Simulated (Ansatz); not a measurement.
Si2W3 (P4/mbm), a vibration from a frozen displacement

Computed with DFT PBEsol, scalar-relativistic, plane waves, PAW in Ansatz 0.2.0. Cutoff 420 eV, Γ-centred 6×6×12 k-points, Gaussian smearing of 0.15 eV. Spin–orbit coupling is left out, which matters for the heavy elements here. No spin polarisation. Energies are free energies at this smearing, counted from the undisturbed cell; pressure is positive in compression.

The undisturbed cell (relaxed at this level; it needn't be the usual structure):

```yaml
crystal:
  lattice:
    - [6.58244, 0.00000, 0.00000]
    - [0.00000, 6.58244, 0.00000]
    - [0.00000, 0.00000, 3.27491]
  atoms:
    - { symbol: Si, position: [0.13408, 0.63408, 0.00000] }
    - { symbol: Si, position: [0.86592, 0.36592, 0.00000] }
    - { symbol: Si, position: [0.63408, 0.86592, 0.00000] }
    - { symbol: Si, position: [0.36592, 0.13408, 0.00000] }
    - { symbol: W, position: [0.50000, 0.50000, 0.00000] }
    - { symbol: W, position: [0.00000, 0.00000, 0.00000] }
    - { symbol: W, position: [0.65986, 0.15986, 0.50000] }
    - { symbol: W, position: [0.34014, 0.84014, 0.50000] }
    - { symbol: W, position: [0.15986, 0.34014, 0.50000] }
    - { symbol: W, position: [0.84014, 0.65986, 0.50000] }
```

Atom 1 (Si) is moved by x along the Cartesian unit vector (0.000, 0.000, -1.000); the cell and all other atoms stay fixed. The cell's volume is 141.90 Å³; the moved atoms weigh 28.085 u together and the others 1187.295 u. Some rows repeat others by symmetry and weren't run.

| x (Å) | ΔE (meV/cell) | total force on the moved atoms along the move (eV/Å) | pressure (GPa) |
| --- | --- | --- | --- |
| -0.3000 | 598.49 | 3.9800 | 1.8024 |
| -0.2700 | 484.99 | 3.5863 | 1.4611 |
| -0.2400 | 383.33 | 3.1907 | 1.1540 |
| -0.2100 | 293.57 | 2.7938 | 0.8818 |
| -0.1800 | 215.72 | 2.3958 | 0.6449 |
| -0.1500 | 149.83 | 1.9972 | 0.4438 |
| -0.1200 | 95.90 | 1.5981 | 0.2788 |
| -0.0900 | 53.95 | 1.1987 | 0.1501 |
| -0.0600 | 23.98 | 0.7992 | 0.0581 |
| 0.0000 | 0.00 | 0.0000 | -0.0157 |
| 0.0600 | 23.98 | -0.7992 | 0.0581 |
| 0.0900 | 53.95 | -1.1987 | 0.1501 |
| 0.1200 | 95.90 | -1.5981 | 0.2788 |
| 0.1500 | 149.83 | -1.9972 | 0.4438 |
| 0.1800 | 215.72 | -2.3958 | 0.6449 |
| 0.2100 | 293.57 | -2.7938 | 0.8818 |
| 0.2400 | 383.33 | -3.1907 | 1.1540 |
| 0.2700 | 484.99 | -3.5863 | 1.4611 |
| 0.3000 | 598.49 | -3.9800 | 1.8024 |

Question: What frequency belongs to this motion?

Answer: The force constant is k = −dF/dx = 13.320 eV/Å², from the parabola through x = -0.0600, 0 and 0.0600. In every cell the moved atoms swing against the rest, so the mass is μ = m₁m₂/(m₁ + m₂) = 27.436 u, and ν̃ = 521.5 cm⁻¹ × √(|k|/μ) = 363 cm⁻¹. The pattern needn't be a normal mode: ν̃² is then a weighted mean of the squared nonzero frequencies at the zone centre of this cell, so it lies between the lowest and the highest of them.

Question: How far does the harmonic law reach?

Answer: At x = -0.300 Å, kx²/2 = 599.40 meV against the computed 598.49 meV (-0.2 %): the well is still close to harmonic there.

Question: The pressure changes with x². What does that say about the frequency under compression?

Answer: With E = k(V)x²/2, k ∝ V^(−2γ) and x scaling with the cell as V^(1/3), P − P0 = −∂E/∂V = (2γ − 2/3) ΔE/V. At x = 0.0900 Å, V(P − P0) = 141.90 × 0.16578 / 160.2 eV = 146.83 meV and ΔE = 53.95 meV, so γ = 1/3 + V(P − P0)/(2ΔE) = 1.69. This is the Grüneisen parameter of the motion under uniform scaling of the cell: shrinking the cell evenly by 1 % in volume raises the frequency by about 1.69 %.

In a metal these slopes depend on the k mesh and the smearing.

The Si atom sits in a stiff well, and the restoring force probably comes mainly from the Si–W contacts to the tungsten layers above and below. Moving along c shortens the contacts on one side and lengthens those on the other, whereas the in-plane Si–Si bond is perpendicular to the motion and stretches only to second order. The frequency of 363 cm⁻¹ thus reflects this stiffness together with the low mass of Si, as the heavy tungsten framework barely recoils.

The nearly harmonic well doesn't mean that the bonds themselves are harmonic. The mirror plane through the Si atom removes every odd term in the displacement, so the cubic parts of opposite Si–W contacts cancel and only a slight softening is left at large amplitude. No such cancellation applies to the coupling with volume, which is why a Grüneisen parameter of 1.69 is compatible with so parabolic a curve. In this tetragonal crystal, the pressure alone doesn't show how much of that coupling belongs to strain along c and how much to strain in the plane.
